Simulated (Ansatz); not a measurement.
A series in volume per atom on TiN

Results calculated with Ansatz 0.2.0, not measured. Periodic Kohn-Sham DFT of a crystal at fixed atoms; pressure and stress are positive in compression; the energy is the free energy less that of spherical unpolarised free atoms; site moments are those in the method's own spheres, positive along +z.

Cell of the first row (space group Fm-3m, No. 225):
```
CELL_PARAMETERS angstrom
0.00000 2.08050 2.08050
2.08050 0.00000 2.08050
2.08050 2.08050 0.00000
ATOMIC_POSITIONS crystal
Ti 0.00000 0.00000 0.00000
N 0.50000 0.50000 0.50000
```

Settings of every row: method frozen-core PAW; functional PBE; relativity scalar; k mesh 16x16x16; filling fermi-dirac; smearing width 0.03 eV; wave cutoff 420 eV; paw set soft_2.

Atom start moment: 0 on all atoms.

| row | volume per atom (Å³) | pressure (GPa) |
| --- | --- | --- |
| 1 | 9.005 | 19.351 |
| 2 | 9.287 | 9 |
| 3 | 9.575 | 0.001 |
| 4 | 9.862 | ? |
| 5 | 10.149 | -14.248 |

Question: what pressure should row 4 give?

Worked fit of pressure. Take u = (V_r/V)^(2/3) − 1 with V_r = 9.431 Å³ an atom, which is twice the finite (Eulerian) strain; such expansions in the strain, on which the Birch-Murnaghan equation of state is built, carry the rest volume and the bulk modulus. The shown rows have u = 0.03129, 0.01031, -0.01005, -0.04774. Least squares give pressure = 4.3263 + 443.899 × u + 1150.02 × u² GPa; a straight line predicts inner rows, each left out in turn, worse (root mean square 1.1 against 0.051 GPa). The rows lie off it by 0.009, -0.025, 0.020, -0.004 (root mean square 0.017 GPa). The pressure vanishes at u = -0.0100, or V = 9.574 Å³ an atom, and there the bulk modulus at fixed shape and fractions is B = −V dP/dV = (2/3)(1 + u) dP/du = 278 GPa. The withheld row has u = -0.02935, so the fit gives 4.3263 + 443.899 × (-0.02935) + 1150.02 × (-0.02935)² = -7.711 GPa.

The calculation gave -7.684 GPa. The fit lies 0.027 GPa (0.08 % of the column's range) below it; its largest miss of a shown row is 0.025 GPa.
